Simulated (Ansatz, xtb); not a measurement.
**Two isomers of C3H7ClOSi**

Structure I: `[SiH3][C@@H]1OC[C@@H]1Cl`, a singlet. Structure II: `[SiH3]C1(Cl)COC1`, a singlet. Both are isolated molecules in the gas phase, relaxed with PBE0-D3(BJ)/def2-SVP.

Quicker runs give these differences E(II) − E(I): GFN2-xTB +0.010 eV; HF/STO-3G −0.061 eV (at GFN2-xTB geometries); r2SCAN-D4/def2-SVP −0.047 eV (at GFN2-xTB geometries).

Task: Estimate E(II) − E(I) at the level CCSD(T)/def2-SVP + ΔMP2/def2-TZVPP.

Result: Calculated at CCSD(T)/def2-SVP + ΔMP2/def2-TZVPP: E(II) − E(I) = −0.073 eV, so structure II lies lower.

The same difference at several levels:

```
                             level              geometry  E(II) − E(I) (eV)  departure from the last row (eV)  job, with rough time for the two
                          GFN2-xTB              GFN2-xTB              +0.010                            +0.083              optimisation, 0.65 s
                         HF/STO-3G              GFN2-xTB              −0.061                            +0.012               single point, 2.6 s
                r2SCAN-D4/def2-SVP              GFN2-xTB              −0.047                            +0.026               single point, 9.9 s
              PBE0-D3(BJ)/def2-SVP  PBE0-D3(BJ)/def2-SVP              −0.031                            +0.042             optimisation, 2.1 min
                       HF/def2-SVP  PBE0-D3(BJ)/def2-SVP              −0.050                            +0.023           part of the CCSD(T) run
                      MP2/def2-SVP  PBE0-D3(BJ)/def2-SVP              −0.067                            +0.006           part of the CCSD(T) run
                  CCSD(T)/def2-SVP  PBE0-D3(BJ)/def2-SVP              −0.051                            +0.022                      single point
CCSD(T)/def2-SVP + ΔMP2/def2-TZVPP  PBE0-D3(BJ)/def2-SVP              −0.073                                               single point, 2.1 min
```

As drawn, both hold the same kinds of bond in the same numbers.

GFN2-xTB finds them nearly level. The largest departure from CCSD(T)/def2-SVP + ΔMP2/def2-TZVPP is that of GFN2-xTB, 0.083 eV. The last row adds to CCSD(T) the change of the MP2 difference between the two basis sets, here −0.022 eV.

With thermal terms from frequencies at re-optimised GFN2-xTB minima (ideal gas, soft modes damped towards free rotors, one conformer each, 298.15 K, 1 atm): on the last row, ΔE + ΔZPE = −0.081, ΔH = −0.075, ΔG = −0.087 eV.

The correlated steps freeze 14 core orbitals. Mirror images aren't counted in ΔG. Run with Ansatz 0.2.0, xtb 6.7.1; the last row on 2 threads of Intel(R) Xeon(R) Processor @ 2.50GHz (Skylake/Cascade Lake) on a shared host.

Both isomers are chlorosilyloxetanes, so most of the ring strain cancels and the small gap reflects where the substituents sit. In I, silyl is next to oxygen and cis to chlorine on the neighbouring carbon; in II, silyl and chlorine share the carbon opposite oxygen. The preference for II probably combines relief of the near-eclipsed cis contact with a changed interaction between the electropositive silyl group and the polar C–O and C–Cl bonds, but total energies can't separate these contributions.

Electron correlation isn't the main source of the preference: with def2-SVP, Hartree–Fock gives −0.050 eV and CCSD(T) −0.051 eV. Every method except GFN2-xTB puts II lower, so the ordering is better supported than the exact size of the gap. The free-energy difference of −0.087 eV would favour II at equilibrium, but says nothing about the rate of interconversion, which would require breaking strong bonds. Nor does the result extend to the trans isomer of I, where the cis contact is absent.
